# Equal spots or unequal spots: what the $K$-spot lifetime assumes about current

A chip holds $M$ equal gate oxides. Breakdown spots appear independently, so the number of spots on the chip at time $t$ is Poisson with mean $\mu=(t/\tau)^\beta$, where $\beta$ is the Weibull slope and $\tau$ the characteristic time of the whole chip. The number on one device is Poisson with mean $\lambda=\mu/M$. We write $F$ for the fraction of failed chips and $H=-\ln(1-F)$ for their cumulative hazard; at low $F$ the two coincide. At each stop marked **Predict**, settle on an answer before reading on.

## The result, and where current is hidden in it

Let a device fail at its $K$-th spot. For small $\lambda$ the Poisson tail is

$$P(N\ge K)=\frac{\lambda^K}{K!}\left[1-\frac{K\lambda}{K+1}+\dots\right].$$

The chip survives only if all $M$ devices do, so for $\lambda\ll1$

$$H\simeq M\,\frac{(\mu/M)^K}{K!},\qquad \mu_K=(K!\,H)^{1/K}M^{1-1/K}.$$

A chip that dies at its first spot has $\mu_1=H$. Since $t\propto\mu^{1/\beta}$, and $H\simeq F$,

$$\frac{t_K}{t_1}=\left[\frac{(K!\,F)^{1/K}M^{1-1/K}}{F}\right]^{1/\beta}.$$

Both $F\ll1$ and $\lambda\ll1$ are needed.

**Predict.** A circuit cannot count spots. What does it respond to, and what must hold for that to reduce to a count?

It responds to current. Take the spots of one device as conductances in parallel, quote each current $I_i$ at the nominal supply voltage, and let the device fail when $\sum_i I_i\ge I_c$. This is a count only if every spot carries the same $I_0$, and then $K=\lceil I_c/I_0\rceil$. That is the assumption under study. It enters in the first line, where $P(N\ge K)$ stands for the failure probability of a device: failure is certain for $n\ge K$ spots and strictly impossible for $n<K$.

## The array

A 64 Mbit SRAM has $2^{26}$ six-transistor cells. In a cell holding fixed data, one pull-down nFET and one pull-up pFET carry the full supply across the gate oxide. We count these two as equal devices, so $M=2^{27}=1.342\times10^{8}$. The other inputs are illustrative: $\beta=1.5$, typical of oxides around 2 nm; a target $H=10^{-4}$ (100 ppm, where $H$ and $F$ differ by a fraction $5\times10^{-5}$); and $I_c=30\ \mu$A, since tens of µA at a storage node typically upset a cell. No error correction or repair is assumed.

Start with fairly hard spots, $I_0=20\ \mu$A, so that $K=2$. Then

$$\mu_2=\sqrt{2HM}=163.8,\qquad \lambda=1.22\times10^{-6},\qquad \frac{t_2}{t_1}=(1.638\times10^{6})^{1/1.5}=1.39\times10^{4}.$$

**Predict.** The chip is promised about 164 spots before one chip in $10^4$ fails. What fraction of spots may be fatal on their own before the promise is spoiled?

The expected number of fatal spots must stay well below $H$, so the fraction must be small against $H/\mu_2$, less than one in a million. The next section makes this exact.

## Dropping the assumption

Let the currents be independent draws from one distribution, independent of the birth times and constant after birth. Define $r_n=P(I_1+\dots+I_n<I_c)$, with $r_0=1$. A device survives with probability

$$S=e^{-\lambda}\sum_{n\ge0}\frac{\lambda^n}{n!}\,r_n ,$$

and $H=-M\ln S$. Equal spots have $r_n=1$ for $n<K$ and $0$ otherwise.

**Predict.** Expand $-\ln S$ to second order in $\lambda$. Which power leads, and what event does each coefficient describe?

With $\ln(1+y)=y-y^2/2+\dots$ and $y=r_1\lambda+r_2\lambda^2/2+\dots$,

$$-\ln S=\lambda-r_1\lambda-\tfrac12r_2\lambda^2+\tfrac12r_1^2\lambda^2+O(\lambda^3).$$

Define $p=1-r_1$, the probability that one spot alone reaches $I_c$, and $w=r_1^2-r_2$. Because a sum below $I_c$ implies both terms below $I_c$, $w$ is the probability that two spots are each harmless but fatal together. Multiplying by $M$,

$$H=p\,\mu+\frac{w\,\mu^2}{2M}+O\!\left(\frac{\mu^3}{M^2}\right).$$

Equal spots with $K=2$ have $p=0$, $w=1$, which restores the old result. The new term $p\mu$ is the hazard of the fatal spots, which form a thinned Poisson process of mean $p\mu$. It is of lower order in $\lambda$ than the term it corrects. The pair term pays a factor $\lambda/2$ for two spots to meet on one device, and the single-spot term pays only $p$. A large $M$ made the $K$-spot gain large, and the same large $M$ makes it fragile.

Take a narrow distribution, for which $w\simeq1$. Put $u=\mu/\mu_2$ and divide by $H=\mu_2^2/2M$:

$$u^2+x\,u=1,\qquad x=\frac{p}{p^*},\qquad p^*=\frac{H}{\mu_2}=\sqrt{\frac{H}{2M}} .$$

The positive root is

$$u=\frac{2}{x+\sqrt{x^2+4}},\qquad \frac{t}{t_2}=u^{1/\beta}.$$

**Predict.** Find both limits, and say in which one $M$ survives in $t/t_1$.

For $x\ll1$, $u\simeq1-x/2$, and the first correction to the lifetime is

$$\frac{\delta t}{t_2}=-\frac{x}{2\beta}=-\frac{p}{\beta}\sqrt{\frac{M}{2H}} .$$

For $x\gg1$, $u\simeq1/x$, so $\mu=H/p$ and

$$\frac{t}{t_1}=p^{-1/\beta},$$

with no $M$ and no $H$. The array size then acts only through $t_1$. For general $K$, keeping the single-spot term beside the $K$-spot term gives $u^K+xu=1$ with $u=\mu/\mu_K$ and $x=p\mu_K/H$, hence $\delta t/t_K=-x/(K\beta)$; groups of $2$ to $K-1$ spots that reach $I_c$ early shorten the life further.

The Weibull plot shows the change. Since $p\mu\propto t^\beta$ and the pair term goes as $t^{2\beta}$, the local slope is

$$\frac{d\ln H}{d\ln t}=\beta\,(xu+2u^2)=\beta\,(2-xu),$$

where $xu=p\mu/H$ is the share of failures due to single spots. The slope $2\beta$ holds at high percentiles and bends to $\beta$ at low ones, so a line of slope $2\beta$ extrapolated downward overestimates the early lifetime.

## Size of the correction

For this array $p^*=6.10\times10^{-7}$ and $\delta t/t_2=-x/3$. A loss of 10% at first order needs $x=0.3$, that is $p=1.83\times10^{-7}$. To link $p$ to a spread, take $\ln I$ normal with median $I_0$ and standard deviation $\sigma$:

$$p=\tfrac12\,\mathrm{erfc}\!\left(z/\sqrt2\right),\qquad z=\frac{\ln(I_c/I_0)}{\sigma},\qquad \ln(30/20)=0.405 .$$

**Predict.** Is the spread that costs a tenth of the lifetime nearer $\sigma=1$, $0.3$ or $0.1$?

| $\sigma$ | $z$ | $p$ | $x$ | $1-x/3$ | $t/t_2$ | $t/t_1$ |
|---|---|---|---|---|---|---|
| 0.07 | 5.79 | $3.47\times10^{-9}$ | 0.00569 | 0.998 | 0.998 | $1.39\times10^{4}$ |
| 0.08 | 5.07 | $2.01\times10^{-7}$ | 0.329 | 0.890 | 0.897 | $1.25\times10^{4}$ |
| 0.10 | 4.05 | $2.51\times10^{-5}$ | 41.1 | fails | 0.0839 | $1.17\times10^{3}$ |
| 0.50 | 0.811 | 0.209 | $3.42\times10^{5}$ | fails | $2.0\times10^{-4}$ | 2.84 |

A spread of 8% in current costs a tenth of the lifetime. At that point single spots cause a share $xu=0.279$ of the failures and the local slope is 2.58 instead of 3. A spread of 10% removes over nine tenths of the lifetime.

The table uses $w=1$, which needs a test. We have $1-w=1-r_1^2+r_2\le2p+r_2$. Since $I_1+I_2\ge2\sqrt{I_1I_2}$, and $\ln\sqrt{I_1I_2}$ is normal with standard deviation $\sigma/\sqrt2$, $r_2$ is at most the normal tail beyond $\sqrt2\ln(40/30)/\sigma$. At $\sigma=0.10$ this bound is $2.4\times10^{-5}$, so $1-w<10^{-4}$ in the first three rows. In the last row $w$ is well below 1, but the pair term plays no part there. The cubic term is smaller than the pair term by a factor of order $\lambda$. One modelling choice does matter for the pair term. If a spot on each of the two biased oxides of one cell could combine to upset it, the unit would be the cell, $M$ would halve at fixed $\mu$, and $p^*$ would rise by $\sqrt2$. The term $p\mu$ is untouched.

## Softer spots with a wide spread

Post-breakdown currents at fixed voltage typically scatter over a decade or more, and the position of a spot along the channel changes its effect on the cell. The regime $x\gg1$ is therefore the one to expect. Take as a second illustration $I_0=1\ \mu$A and $\sigma=1$, with $I_c=30\ \mu$A as before. Counting would give $K=30$ and a gain larger than $t_2/t_1$.

**Predict.** A device tolerates twenty-nine median spots and fails at the thirtieth. How many spots does the whole chip collect, on average, at the 100 ppm point?

Now $z=3.40$ and $p=3.35\times10^{-4}$, so $\mu=H/p=0.298$: most chips have no spot at all. Any failure not caused by a single spot needs two or more spots on one device, which has probability at most $M\lambda^2/2=\mu^2/2M=3.3\times10^{-10}$, a fraction $3.3\times10^{-6}$ of $H$. The array fails at one spot above the critical current, and the model's gain is

$$\frac{t}{t_1}=p^{-1/\beta}=207,$$

at least 67 times below what counting promises. The figure is a tail probability and moves quickly: $\sigma=0.8$ gives $p=1.06\times10^{-5}$ and a gain of $2.1\times10^{3}$, while $\sigma=1.2$ gives $p=2.30\times10^{-3}$ and a gain of 57. The lognormal shape at 3.4 standard deviations is itself an assumption, and any separate population of hard breakdowns adds its fraction directly to $p$.

The same distribution fixes the leakage that spots add to the whole chip, $L=\sum_{i=1}^{N}I_i$ with $N$ Poisson of mean $\mu$. Conditioning on $N$ gives $\langle L\rangle=\mu\langle I\rangle$ and

$$\mathrm{Var}\,L=\langle N\rangle\,\mathrm{Var}\,I+\mathrm{Var}N\,\langle I\rangle^2=\mu\langle I^2\rangle .$$

For the lognormal, $\langle I\rangle=I_0e^{\sigma^2/2}=1.65\ \mu$A and $\langle I^2\rangle=I_0^2e^{2\sigma^2}=7.39\ \mu\mathrm{A}^2$. At $\mu=0.298$ the mean is $0.49\ \mu$A and the standard deviation $1.48\ \mu$A. Both lie far below $I_c$. These moments govern a leakage budget once $\mu\gg1$; they do not locate a 100 ppm event set by one large term of the sum.

## The neglected rival: spots that grow

We froze each current at birth. In thin oxides breakdown is typically progressive. Model it by $\ln I(a)=\ln I(0)+a/t_g$ at age $a$, with the same e-folding time $t_g$ for all spots. A spot born at $s$ is fatal at $t$ with probability $Q\big(z-(t-s)/\sigma t_g\big)$, where $Q$ is the upper normal tail, so

$$H(t)=\int_0^t\frac{d\mu}{ds}\,Q\!\left(z-\frac{t-s}{\sigma t_g}\right)ds .$$

**Predict.** Spots are born at a rate $\propto s^{\beta-1}$. What is their mean age at time $t$?

The mean birth time is $\beta t/(\beta+1)$, so the mean age is $t/(\beta+1)$. With $\eta=-d\ln Q/dz$, first order in $t/t_g$ gives

$$H=p\mu\left[1+\frac{\eta\,t}{(\beta+1)\,\sigma t_g}\right],\qquad \frac{\delta t}{t}=-\frac{\eta}{\beta(\beta+1)\sigma}\,\frac{t}{t_g}.$$

At $z=3.40$, $\eta=3.66$, and $\delta t/t=-0.98\,t/t_g$. The frozen picture is good to about 10% only if $t_g$ is some ten times the lifetime being claimed. Faster growth is bounded simply. Every spot born above the median reaches $I_c$ within $t_g\ln30=3.40\,t_g$, so $H(t)\ge\tfrac12\mu(t-3.40\,t_g)$ and

$$t\le2^{1/\beta}t_1+3.40\,t_g=1.59\,t_1+3.40\,t_g .$$

For $t_g=10\,t_1$ the gain cannot exceed 35.6.

The gain of 207 belongs to the model and its illustrative inputs, not to a real memory. For an array without error correction it is an upper limit at those inputs, and the growth typical of thin oxides can lower it by a factor of several or more, as the bound shows. Error correction and repair, which large SRAMs typically carry, act the other way: they let the array outlive its first failed cell, and a multiple-hit statistic then returns at the level of the code word, with $p\mu$ in place of $\mu$.